Relativity, Breit and QED terms in the ionisation energies of lutetium ions

How much relativity does the ionisation energy of a highly charged heavy ion need? The ions Lu19+ to Lu43+ share one nucleus, Z = 71, and give up their 4f, 4d, 4p and 4s electrons in turn. In the total energy relativity is worth about −720 hartree, the magnetic (Gaunt) interaction between electrons +16, the self-energy +12, retardation −1.7 and the Wichmann-Kroll term +0.08 hartree. An ionisation energy feels only the change of these sums from one ion to the next, and that depends on the shell being emptied. Relativity raises the ionisation energy by about 115 eV for 4s and by 40 to 48 eV for 4p; it lowers it by 7 to 9 eV for 4f and by 2.35 eV or less for 4d. Breit terms contribute about 2 eV at most, and the self-energy exceeds 1 eV for 4s alone.

Lutetium ions, B-spline radial atomic code version 1: Dirac-Coulomb (Fermi nucleus) and non-relativistic (point nucleus) Hartree-Fock, averaged over the configuration. Retardation and QED terms are first-order values on the Dirac orbitals, not in the totals; the self-energy is from the Flambaum-Ginges radiative potential, with K- and L-shell values fixed to hydrogenic ones.

```
species   Z  charge (e)  electrons      configuration  E(Dirac) − E(non-rel.) (hartree)  retardation (hartree)  self-energy (hartree)  Wichmann-Kroll (hartree)  self-energy of the 1s electrons (hartree)
  Lu19+  71          19         52      [Kr] 4d10 4f6                           -720.22                 -1.754                  11.95                   0.07989                                      9.613
  Lu20+  71          20         51      [Kr] 4d10 4f5                           -720.49                 -1.754                  11.95                   0.07990                                      9.613
  Lu21+  71          21         50      [Kr] 4d10 4f4                           -720.77                 -1.754                  11.95                   0.07991                                      9.613
  Lu22+  71          22         49      [Kr] 4d10 4f3                           -721.06                 -1.754                  11.96                   0.07991                                      9.613
  Lu23+  71          23         48      [Kr] 4d10 4f2                           -721.37                 -1.754                  11.96                   0.07992                                      9.612
  Lu24+  71          24         47      [Kr] 4d10 4f1                           -721.69                 -1.754                  11.96                   0.07993                                      9.612
  Lu25+  71          25         46          [Kr] 4d10                           -722.03                 -1.754                  11.96                   0.07994                                      9.612
  Lu26+  71          26         45           [Kr] 4d9                           -722.11                 -1.751                  11.96                   0.07995                                      9.612
  Lu27+  71          27         44           [Kr] 4d8                           -722.19                 -1.747                  11.97                   0.07996                                      9.612
  Lu28+  71          28         43           [Kr] 4d7                           -722.27                 -1.744                  11.97                   0.07998                                      9.612
  Lu29+  71          29         42           [Kr] 4d6                           -722.33                 -1.740                  11.97                   0.07999                                      9.612
  Lu30+  71          30         41           [Kr] 4d5                           -722.39                 -1.736                  11.97                   0.08001                                      9.612
  Lu31+  71          31         40           [Kr] 4d4                           -722.44                 -1.731                  11.97                   0.08002                                      9.612
  Lu32+  71          32         39           [Kr] 4d3                           -722.48                 -1.727                  11.98                   0.08004                                      9.612
  Lu33+  71          33         38           [Kr] 4d2                           -722.52                 -1.722                  11.98                   0.08005                                      9.612
  Lu34+  71          34         37           [Kr] 4d1                           -722.54                 -1.717                  11.98                   0.08007                                      9.612
  Lu35+  71          35         36  [Ar] 3d10 4s2 4p6                           -722.55                 -1.711                  11.99                   0.08008                                      9.612
  Lu36+  71          36         35  [Ar] 3d10 4s2 4p5                           -721.07                 -1.700                  11.98                   0.08009                                      9.612
  Lu37+  71          37         34  [Ar] 3d10 4s2 4p4                           -719.54                 -1.688                  11.98                   0.08010                                      9.613
  Lu38+  71          38         33  [Ar] 3d10 4s2 4p3                           -717.96                 -1.676                  11.98                   0.08010                                      9.613
  Lu39+  71          39         32  [Ar] 3d10 4s2 4p2                           -716.32                 -1.664                  11.98                   0.08011                                      9.613
  Lu40+  71          40         31  [Ar] 3d10 4s2 4p1                           -714.62                 -1.651                  11.97                   0.08011                                      9.614
  Lu41+  71          41         30      [Ar] 3d10 4s2                           -712.86                 -1.638                  11.97                   0.08012                                      9.614
  Lu42+  71          42         29      [Ar] 3d10 4s1                           -708.66                 -1.631                  11.92                   0.07981                                      9.614
  Lu43+  71          43         28          [Ar] 3d10                           -704.34                 -1.623                  11.87                   0.07949                                      9.615
```

The column E(Dirac) − E(non-rel.) is the difference of two self-consistent Hartree-Fock totals. Retardation is the part of the Breit interaction that allows for the finite speed of the field between two electrons. The self-energy is the shift from emission and reabsorption of virtual photons, and Wichmann-Kroll is the part of vacuum polarisation of higher order in Zα, with α the fine-structure constant. For an ion of charge q, any column X adds to the ionisation energy the step

δX = X(q+1) − X(q),  1 hartree = 27.21 eV.

The last digit of the relativistic and self-energy columns, 0.01 hartree, is 0.27 eV in a step, and smaller steps are not resolved row by row.

Why the totals hardly move

In a hydrogen-like orbital the root-mean-square speed of the electron is about Zα/n in units of the speed of light, and Zα = 0.518 here. All the terms weight the region of high speed or the nucleus itself, so they belong mainly to the K and L shells, which are full in every row. Theory gives their natural sizes as Z⁴α² for relativity, Z³α² for the Breit interaction (it is an electron-electron term, with one power of Z fewer) and Z⁴α³/π for the self-energy. In these units Lu24+ has −0.53, 0.87 for the Gaunt term, and 3.80. With Z fixed the table cannot test the powers; it shows only that the coefficients are of order one.

A sum without free parameters reproduces the relativistic total. Each electron is given the difference between the Dirac and Schrödinger energies of a hydrogen-like ion, averaged over j, with the charge screened by Slater's rules. The sum falls short of the tabulated magnitude by 4.2 to 5.7 % and, for Lu25+, assigns 57 % to n = 1, 33 % to n = 2, 9 % to n = 3 and 1 % to n = 4. The self-energy is more concentrated still: the two 1s electrons carry 80 to 81 % of it. That share is largely put in by hand, since the K- and L-shell values are fixed to hydrogenic ones, and it tests nothing.

The same sum fails for the steps. It gives 40 eV for the first 4s electron against 114 eV in the table, and a positive sign for 4d and 4f, where every tabulated step is negative. Five per cent of 720 hartree is about 1000 eV, far more than any step, so a good total says nothing about a difference.

The direct effect: penetration

The n = 4 orbitals have nearly the same size; in the Dirac calculation of Lu24+ their mean radii lie between 0.46 and 0.49 bohr. They differ in how close they come to the nucleus. To first order in (Zα)² a hydrogen-like level shifts, in hartree, by

ΔE = −(Z⁴α²/2n³)·[1/(j+½) − 3/(4n)].

The two levels j = l ± ½ have weights 2l+2 and 2l, so the average of 1/(j+½) is (2+2)/(4l+2) = 1/(l+½), and it is 1 for s. For n = 4 the bracket is 0.81, 0.48, 0.21 and 0.10 for s, p, d and f: the centrifugal barrier keeps high l out of the fast region.

An outer electron of a many-electron ion spends most of its time outside the core, where it sees the charge q+1, and collects its relativistic energy on brief passages inside, where it sees nearly Z. The number of passages per unit time is the orbital frequency, proportional to (q+1)²/n*³, where n* is defined by I = (q+1)²/(2n*²) and I is the non-relativistic ionisation energy. The gain per passage goes as Z². Replacing Z⁴/n³ accordingly gives the direct rise of the ionisation energy,

D = [Z²(q+1)²α²/(2n*³)]·[1/(l+½) − 3/(4n)].

For s and p electrons the replacement is well founded for the first term of the bracket and merely convenient for the second. A 4d or 4f electron shares its radius with the other n = 4 electrons and does not reach the region of full Z, so for these D overstates the direct term, most for 4f.

For the 4s electron of Lu41+ the non-relativistic calculation gives I = 1955.8 eV = 71.87 hartree. Then

n* = 42/√(2 × 71.87) = 3.503,  n*³ = 42.99,
Z²(q+1)²α² = 5041 × 1764 × 5.325 × 10⁻⁵ = 473.5,
D = 473.5/(2 × 42.99) × 0.8125 = 4.475 hartree = 121.8 eV.

The table gives −708.66 − (−712.86) = 4.20 hartree = 114.3 eV, so D, with nothing fitted, is 7 % above the tabulated step. Slater's rules put a single charge of about 45 in place of both Z and q+1 for this electron and keep n = 4 in place of n*; the charge costs a factor of about two and n a factor of about one and a half, together three.

The indirect effect: the electrons that stay

D is positive for every l and cannot give the negative steps. A second, opposite contribution follows from perturbation theory. The relativistic correction of an ion is, to first order, an expectation value over its non-relativistic orbitals. Removing an electron takes away its own negative term, which raises the ionisation energy by D. It also removes some screening from all the others, which contract and gain relativistic energy, and this lowers the ionisation energy. Because the remaining electrons hold some 720 hartree, a relative change of a thousandth is already 20 eV. The statement that contracted s and p shells screen the nucleus better and so loosen d and f electrons describes the same coupling from the other side.

Two results of the same calculations show the ingredients. The first-order Darwin term of the non-relativistic ions measures the density at the nucleus. It rises by 0.132, 0.244 and 0.315 hartree per 4f, 4d and 4p electron removed, although none of these has density there, so the s shells do contract. The loss of Σ⟨r²⟩ when a shell is emptied, Dirac divided by non-relativistic, is 1.010 for 4f, 0.988 for 4d, 0.946 for 4p and 0.893 for 4s. These ratios include the relaxation of the other shells, but their order is that of the energy steps, with 4f alone above 1.

The crudest combination is δ = aD − b. A least-squares line through all 24 steps, the worked row included, gives a = 1.04 and b = 19.3 eV with a root-mean-square residual of 4.6 eV, against 25.9 eV for the screened sum. It orders the four shells correctly and puts Lu41+ at 107.8 eV, 6 % below the table. It fails for 4f and 4d: −15.1 against −7.3 eV for Lu19+, and the wrong sign for most of the 4d rows, up to +4.5 against −0.3 eV, for Lu34+. The constants should not be read as the sizes of the two effects. They absorb the higher orders in (Zα)² = 0.27, which matter most for s, the overstated inner charge for d and f, which never see the full Z, and an indirect term that by the Darwin figures differs from shell to shell. Only the order of magnitude of the indirect part, ten eV or somewhat more, can be taken from it.

The trends within a shell fit the picture in part. D grows as the ion is stripped, and so do the 4p steps (40.2 to 47.8 eV from the ionisation energies of the same calculations) and the 4s steps. The 4d step fades from −2.35 eV at Lu25+ to −0.34 eV at Lu34+, which puts the most negative relativistic total at krypton-like Lu35+. That a growing direct part is catching up with the indirect one is argued from D, which rises from 17 to 23 eV, and is not shown separately. A d step need not be negative: for the 3d electron of Lu43+ the Dirac ionisation energy is 3615.1 eV against 3611.1 eV without relativity. The 4f step moves the other way, from −7.2 to −9.1 eV; over the same rows the rise of the Darwin term per electron removed grows from 0.112 to 0.152 hartree, so the indirect part very probably grows too, and a direct part too small to offset it would explain the trend.

The change from a point to a finite nucleus is hidden in this column. A first-order estimate from the density over the nucleus of Lu24+ gives one to two hartree in the total and a tenth or two of an eV for a 4s electron, so it alters no step visibly.

What the average over the configuration costs

Tabulated ionisation energies refer to the lowest levels of both ions, and the rows with open shells are averages. Four ions are compared here with tabulated values, which for the first three are themselves calculated: Lu24+ (713 ± 7 eV), Lu31+ (1242 ± 4), Lu38+ (1747 ± 4) and Lu42+ (2125.5 ± 1.1 eV, from the non-relativistic 2010.5 and its deficit of 115.0). The non-relativistic errors relative to these are +6.1, −7.0, −17.1 and −115.0 eV, the Dirac errors −3.0, −8.1, +27.6 and +2.7 eV. For Lu31+ and Lu38+ the lower level of theory lies closer.

This is an accident of the averaging. A spin-orbit term ζ l·s lifts j = l+½ by lζ/2 and lowers j = l−½ by (l+1)ζ/2. In its lowest level Lu38+ is close to 4p1/2² 4p3/2 and loses the 4p3/2 electron, which is bound less than the average by one third of the splitting. The spin-orbit constant of the non-relativistic orbital gives a splitting of 64.1 eV, hence −21.4 eV, and the Dirac error drops from +27.6 to +6.2 eV. The tabulated value lies between the two averaged results because this shift cancels about half of the 44.7 eV relativistic step. The splitting used is probably too small, as the Dirac 4p splitting is already 64.6 eV in the less stripped Lu24+, and a larger one would reduce the remainder. Lu31+ (4d⁴) loses a 4d3/2 electron, bound more than the average by three fifths of 14.3 eV, or 8.6 eV, and the error becomes +0.4 eV. This estimate ignores the electrostatic splitting into terms, although the Slater integral F²(4d,4d) of this ion, 27 eV, exceeds the spin-orbit splitting, and agreement closer than the 4 eV uncertainty means nothing. For Lu24+ the shift is +1.6 eV, and both levels of theory lie within the 7 eV.

The same rule accounts for the neighbours. Lu39+ and Lu40+ lose a 4p1/2 electron, bound more than the average by two thirds of the splitting, some 43 eV or more. There the averaged Dirac values lie 47.3 and 51.6 eV below the tabulated ones, and the non-relativistic values 93.5 and 99.4 eV below.

Breit interaction

The Gaunt term couples the currents of two electrons and raises the energy of these ions; retardation takes back 10.3 to 10.6 % of it in every row. The retardation column holds the zero-frequency part alone; for Lu24+ the frequency dependence adds −0.27 hartree. Per electron removed, the Gaunt step averages −0.65 eV for 4d, −2.0 eV for 4p and −1.7 eV for 4s, and retardation returns 0.12, 0.33 and 0.20 eV. Gaunt alone therefore overshoots the zero-frequency Breit step by 0.1 to 0.3 eV.

For 4f the sign is reversed, +0.07 to +0.08 eV, with retardation unchanged to the digits printed. The frozen 4f orbital of Lu24+ has a Breit shift that would lower the ionisation energy by 0.41 eV, while the difference of the two ions raises it by 0.08 eV. The cause is again the remaining electrons: they contract, move faster and increase their own Gaunt energy of about 450 eV, and 0.5 eV is a thousandth of that. Orbital shifts are thus an unsafe substitute for differences of totals when the electron removed barely penetrates; the comparison is available for this one ion.

QED terms

Self-energy and vacuum polarisation act within about a Compton wavelength of the nucleus, so the steps are large only for s electrons. Emptying 4s lowers the self-energy from 11.97 to 11.87 hartree, 1.4 eV per electron, uncertain by the 10 to 30 % that the radiative potential allows for n > 2. The 4s orbital value in Lu24+ is 1.14 eV, in keeping with a less contracted orbital. Single steps in the other shells are one unit of the last digit or zero. Over sixteen 4f and 4d removals the sum rises from 11.95 to 11.99 hartree, as contraction of the s shells would make it. Over 4p it falls by 0.014 hartree in the unrounded totals of the same runs, with the sign that the 0.13 eV self-energy of an average 4p electron in Lu24+ would give. The 1s part varies by 0.003 hartree along the whole series and drops out of these ionisation energies to within a few hundredths of an eV per step.

The Wichmann-Kroll term opposes the attractive Uehling term (−2.14 hartree for Lu24+) and is 4 % of it. Its finer digits show the contact character: at the five ions that bound the shells it is 5.255 to 5.263 × 10⁻⁵ of the Darwin term. Across 4p it rises by 0.00004 hartree where that ratio predicts 6 × 0.315 × 5.26 × 10⁻⁵ = 0.00010. The shortfall has the sign required by the density of Dirac p1/2 electrons at the nucleus, which the non-relativistic Darwin term lacks. Its largest step is 0.009 eV.

Lu42+, a single 4s electron over closed shells, is free of the averaging error. Its Dirac error of +2.7 eV falls to +1.2 eV with Gaunt and retardation (−1.53) and to −0.2 eV with the self-energy (−1.40, from the unrounded totals). The last figure is not an accuracy. The tabulated value is itself uncertain by 1.1 eV, vacuum polarisation adds about +0.2 eV by the Uehling totals of the same runs, frequency dependence and recoil have not been added, and electron correlation, absent from the calculation, is at a guess of order 1 eV.

Choice of level

For ionisation energies to 10 %, non-relativistic Hartree-Fock serves in all rows; the relativistic step is at most 5.85 % of the non-relativistic value (4s), about 2.6 % for 4p, 1.3 to 1.5 % for 4f and below 0.3 % for 4d. For 1 %, which is 5 to 20 eV here, the Dirac equation is needed for 4s, 4p and 4f, and for 4p it must come with resolved j levels, because shifts of −21 or +43 eV are half to all of the relativistic step itself. The non-relativistic values for Lu35+ to Lu38+ do come within about 1 % of the tabulated ones, but only because the missing relativistic step and the missing j shift partly cancel. For 4f the step is only just above 1 %, and the Dirac equation alone does not secure that accuracy: the splitting of the open shell into terms, not computed here, may be of similar size or larger. For Lu19+ to Lu23+ the averaged Dirac values lie farther from the tabulated ones than the non-relativistic values do, and in all the 4f rows both levels of theory differ from the tabulated value by no more than about its uncertainty, so the comparison cannot decide between them. For 4d the averaged step is small through cancellation while the j shift is 5 to 9 eV, so averaged Dirac and non-relativistic values are about equally wrong for a real level.

For 1 eV, levels and terms must be resolved in every open shell, the Breit interaction is needed for 4s, 4p and marginally 4d, the self-energy for 4s, and correlation can no longer be left out. At 0.1 eV retardation, vacuum polarisation and the finite nucleus enter, and the self-energy model itself limits 4s to a few tenths of an eV. Wichmann-Kroll can be dropped down to 0.01 eV. For 4f all Breit, QED and recoil terms together came to +0.12 eV in Lu24+. Total energies, and by the same physics K-shell energies, need every term at the eV level, since even the smallest column is 2 eV; in a total energy the missing correlation is far larger than that.

Cost gives little reason to stop early. For Lu24+ the Dirac calculation has 16 radial orbitals with a large and a small component each, against 10 with one; counting pairs, (16/10)² = 2.6, times a few for the components, suggests up to an order of magnitude on a problem that is one-dimensional. Breit and QED terms taken to first order need no new self-consistent cycle. Resolving levels means diagonalising within the configuration, trivial for p shells and larger for half-filled f shells. Correlation is the expensive step and was not computed here. The j levels and the first-order Breit terms go in first because they are cheap, not because they are known to be larger: where 4s² can mix with 4p², correlation is expected to be at least comparable with the Breit step.
